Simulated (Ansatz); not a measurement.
# Zone-centre optical modes of WC-type TaN under uniaxial strain along c, from LDA linear response

In WC-type TaN, flat layers of tantalum and nitrogen alternate along c, and each nitrogen sits in a trigonal prism of six tantalum atoms. With one formula unit per cell there are only two distinct optical modes at the zone centre. In E' the two sublattices move against each other within the layers, in A2'' along c.

Problem: find how far each mode shifts when the crystal is strained along c and the other edges relax. Such a calibration is needed to read strain in a coating of this phase from a vibrational line. The frequencies are harmonic LDA values for the static lattice, and shifts are counted from the relaxed, stress-free cell at the same level. The A2'' frequencies at −1 % and −3 % are to be estimated.

## Method

One crystal, TaN (WC-type) (entry of the Crystallography Open Database). It was then strained (uniaxial, along c) with the free edges and the atoms relaxed; labels give the mode at rest and under strain. The structures stem from measured cells of the Crystallography Open Database, directly or through a relaxation at another level; cell and atoms were relaxed at zero pressure at each row's own level, inside the symmetry of the start, with no thermal or zero-point expansion. Program: Ansatz 0.2.0, plane waves, LDA, the program's earlier default PAW potentials, scalar-relativistic without spin-orbit coupling, no spin polarisation. Wave-function cutoff 420 eV (the default for the potentials of each cell); on the k meshes (Γ-centred) the least product of divisions and cell-vector length runs from 43 to 48 Å. Occupations: methfessel-paxton smearing of 0.2 eV. Harmonic modes at natural masses come from linear response (density functional perturbation theory), with the acoustic sum rule imposed.

Notes on method and selection:

- Harmonic values at the static lattice; measured values carry thermal expansion and anharmonic shifts at their temperature.
- Modes are followed from row to row by the overlap of their patterns; levels that are degenerate at rest are joined across zero strain by their slopes.
- In cells without a Kohn-Sham gap the frequencies depend on k mesh and smearing; errors of a few per cent are possible.
- Spin-orbit coupling is left out; it matters most with heavy elements (here Ta).
- Runs that did not converge, have known faults, used another set of PAW files or may not be shown are not listed.

Columns:

- uniaxial strain (%): uniaxial strain along c, tension positive.
- stress (GPa): stress along the strain, tension positive.
- free-edge strain (%): strain of the first free edge.
- second free edge (%): strain of the second free edge.
- E' (cm⁻¹): zone-centre mode E', no LO-TO term.
- A2'' (cm⁻¹): zone-centre mode A2'', no LO-TO term.

Input lines of one member:

```
kpoints:
  mp_grid: { grid: [18, 18, 16] }
hamiltonian:
  xc: lda
  pseudopotentials: { kind: paw, azcp: { folder: soft_1 }, xc_functional: pbe }
scf:
  occupations: { method: methfessel_paxton, width: 0.2 }
output:
  eigenvalues: true
phonons:
  method: dfpt
```

Command (options for logging and memory left out): `ansatz run input.yaml --threads 4 --backend cpu`

## Results

```
member  uniaxial strain (%)  stress (GPa)  free-edge strain (%)  second free edge (%)  E' (cm⁻¹)  A2'' (cm⁻¹)
−4.0 %  −4                   −36.68        0.80                  0.80                  570.3      623.6
−3.0 %  −3                   ?             ?                     ?                     ?          ?
−2.0 %  −2                   −17.46        0.38                  0.38                  558.2      597.8
−1.0 %  −1                   ?             ?                     ?                     ?          ?
+0.0 %  0                    0.00          0.00                  0.00                  543.7      567.9
+1.0 %  1                    8.12          −0.18                 −0.18                 535.0      551.6
+2.0 %  2                    15.86         −0.36                 −0.36                 525.8      534.3
+3.0 %  3                    23.23         −0.52                 −0.52                 516.3      515.9
+4.0 %  4                    30.27         −0.68                 −0.68                 506.8      496.4
```

Cells marked ? are withheld until the estimate has been made.

Least-squares fits to the members shown, with x = uniaxial strain (%); R² in the fitted variables, residuals in the unit of y:

```
y            members  fit                  R²    rms residual  leave-one-out rms  standard deviation of y
A2'' (cm⁻¹)  7        y = 564.4 − 15.88 x  0.99  3.1           5.4                45
E' (cm⁻¹)    7        y = 541.2 − 7.990 x  0.99  1.9           3.3                23
```

## The trend and its physics

Solution, first part. Both modes soften from each shown row to the next as strain runs from compression to tension. Between −2 % and +2 % the mean slope of A2'' is (534.3 − 597.8) / 4 = −15.9 cm⁻¹ per % strain, and that of E' is (525.8 − 558.2) / 4 = −8.1 cm⁻¹ per %. The axial mode is thus about twice as sensitive. It is, however, forbidden in first-order Raman scattering, whereas E' is allowed.

The common softening follows from the Ta–N bonds. Their length obeys d² = a²/3 + c²/4, and the free edges shrink by only 0.68 % at +4 %, so tension lengthens the bonds and lowers their stiffness. The faster fall of A2'' is harder to explain. Tension also turns the bonds towards c, which by itself would stiffen axial motion and soften in-plane motion, the opposite of the difference found. A strain-dependent response of the metallic d electrons is a possible cause.

The A2'' calibration is curved: the slope is −12.9 cm⁻¹ per % between −4 % and −2 %, but −19.5 between +3 % and +4 %. A single linear coefficient therefore misreads large strains.

A2'' lies 24.2 cm⁻¹ above E' at rest, nearly coincides with it at +3 % and lies 10.4 cm⁻¹ below it at +4 %. The two modes differ in symmetry and may cross freely. At +3 %, where they nearly coincide, the labels rest on following the displacement patterns, and the smoothly growing steps of A2'' through these rows agree with that assignment.

Shifts are safer to use than absolute frequencies. For a metal, mesh and smearing can cost a few per cent, and the input also combines LDA with PAW potentials labelled PBE. An error of 2 % in A2'' at rest is about 11 cm⁻¹, which would be misread as 11 / 15.9 = 0.7 % strain.

## Predicting the missing value

Plain estimates from the members shown:

- −1.0 %, fit at x = −1: 580.3 cm⁻¹
- −1.0 %, straight-line interpolation between −2.0 % and +0.0 %: w = (−1 − (−2)) / (0 − (−2)) = 0.500, so 597.8 + 0.500 × (567.9 − 597.8) = 582.8 cm⁻¹
- −3.0 %, fit at x = −3: 612.0 cm⁻¹
- −3.0 %, straight-line interpolation between −4.0 % and −2.0 %: w = (−3 − (−4)) / (−2 − (−4)) = 0.500, so 623.6 + 0.500 × (597.8 − 623.6) = 610.7 cm⁻¹

Solution, second part. The straight-line fit ignores the curvature and has a leave-one-out error of 5.4 cm⁻¹. Interpolation between neighbouring rows follows the curve more closely and should do better, but a chord lies below a curve that bends downwards, so it needs a small upward correction.

A parabola through −4 %, −2 % and 0 % supplies it. At the middle of either interval the correction is one eighth of the bend: (2 × 597.8 − 623.6 − 567.9) / 8 = 0.5 cm⁻¹.

- At −1 %: (597.8 + 567.9) / 2 + 0.5 = 583.4 cm⁻¹.
- At −3 %: (623.6 + 597.8) / 2 + 0.5 = 611.2 cm⁻¹.

The same construction on the tension side, with the rows at 0 %, +2 % and +4 %, gives 551.6 cm⁻¹ at +1 % and 515.9 cm⁻¹ at +3 %, both equal to the tabulated values to the printed digit.

A harder test doubles the spacing. A parabola through −4 %, 0 % and +4 % gives (623.6 + 567.9) / 2 + (2 × 567.9 − 623.6 − 496.4) / 8 = 597.7 cm⁻¹ at −2 % and (567.9 + 496.4) / 2 + (2 × 567.9 − 623.6 − 496.4) / 8 = 534.1 cm⁻¹ at +2 %, against 597.8 and 534.3 in the table. The larger of these misses, 0.2 cm⁻¹, is taken as the standard error. It covers interpolation within this series only, not the distance of the calculated frequencies from measured ones.

**Committed estimate, −1.0 %: A2'' = 583.4 ± 0.2 cm⁻¹.**  
**Committed estimate, −3.0 %: A2'' = 611.2 ± 0.2 cm⁻¹.**

## The withheld result

```
member  uniaxial strain (%)  stress (GPa)  free-edge strain (%)  second free edge (%)  E' (cm⁻¹)  A2'' (cm⁻¹)
−3.0 %  −3                   −26.84        0.59                  0.59                  564.4      611.2
−1.0 %  −1                   −8.52         0.19                  0.19                  551.4      583.3
```

```
member  estimate       A2'' (cm⁻¹)  computed  estimate − computed  miss in error bars
−1.0 %  committed      583.4        583.3     +0.1                 0.5
−1.0 %  fit            580.3        583.3     −3.0
−1.0 %  interpolation  582.8        583.3     −0.5
−3.0 %  committed      611.2        611.2     0.0                  0.0
−3.0 %  fit            612.0        611.2     +0.8
−3.0 %  interpolation  610.7        611.2     −0.5
```

Both estimates fall inside their error bars of 0.2 cm⁻¹: the one at −1 % is 0.1 cm⁻¹ too high, and the one at −3 % agrees to the printed digit. They did better than straight-line interpolation, which is 0.5 cm⁻¹ too low at both strains, and than the linear fit, which misses by −3.0 and +0.8 cm⁻¹. The correction for curvature therefore had the right sign and size. The error bar, taken from a test at twice the spacing, was somewhat generous.

With the series complete, the drop in A2'' per 1 % of strain grows steadily from 12.4 cm⁻¹ at the compressed end to 19.5 cm⁻¹ at the stretched end. No step stands out, so nothing at this spacing points to an abrupt electronic change. The result leaves open why A2'' softens about twice as fast as E', since a smooth curve is compatible with several causes. The suggested response of the d electrons remains a conjecture.

## Outliers

Least-squares fits to the whole series, with x = uniaxial strain (%); R² in the fitted variables, residuals in the unit of y:

```
y            members  fit                  R²    rms residual  leave-one-out rms  standard deviation of y
A2'' (cm⁻¹)  9        y = 564.7 − 15.89 x  1.00  2.9           4.2                44
E' (cm⁻¹)    9        y = 541.3 − 7.992 x  0.99  1.9           2.6                22
```

Largest departures from the fit to the whole series:

```
member  A2'' (cm⁻¹)  fit    computed − fit  in rms residuals
+4.0 %  496.4        501.1  −4.7            1.6
−4.0 %  623.6        628.3  −4.7            1.6
+0.0 %  567.9        564.7  +3.2            1.1
+1.0 %  551.6        548.8  +2.8            1.0
```

No strain stands out as a separate case. The straight line lies 4.7 cm⁻¹ above the computed value at both −4 % and +4 % and 3.2 cm⁻¹ below it at rest, which is the pattern left by fitting a line to a curve that bends downwards. These departures belong to the choice of a linear fit and call for no chemical explanation of their own.

## Conclusions and limits

From −4 % to +4 %, A2'' = 567.9 − 15.9 x − 0.49 x² (cm⁻¹, x in % strain) reproduces all nine rows within 0.2 cm⁻¹, so a further strain inside this range can be estimated about as well. The coefficients come from the rows at −4 %, 0 % and +4 %: (496.4 − 623.6) / 8 = −15.9 and (623.6 + 496.4 − 2 × 567.9) / 32 = −0.49.

For Raman work the allowed E' line is the useful one. Around rest it shifts by (535.0 − 551.4) / 2 = −8.2 cm⁻¹ per %, while the stress changes by (8.12 + 8.52) / 2 = 8.32 GPa per %. A downward shift of 1 cm⁻¹ thus means about 0.12 % strain, or 1.0 GPa of tension. This holds for uniaxial load along c with free edges, not for a film clamped in its plane.

A2'' spans 623.6 − 496.4 = 127.2 cm⁻¹ over the series, well beyond the few per cent that mesh and smearing can cost. Warming usually softens such modes, by perhaps a few cm⁻¹ up to room temperature, and would be misread as tension unless the unstrained reference is measured at the same temperature.

[Logs are printed without paths, hosts, clocks, repeated set-up lines and the standing remarks that a program may print on its own settings, such as how far it seeks lower states.]
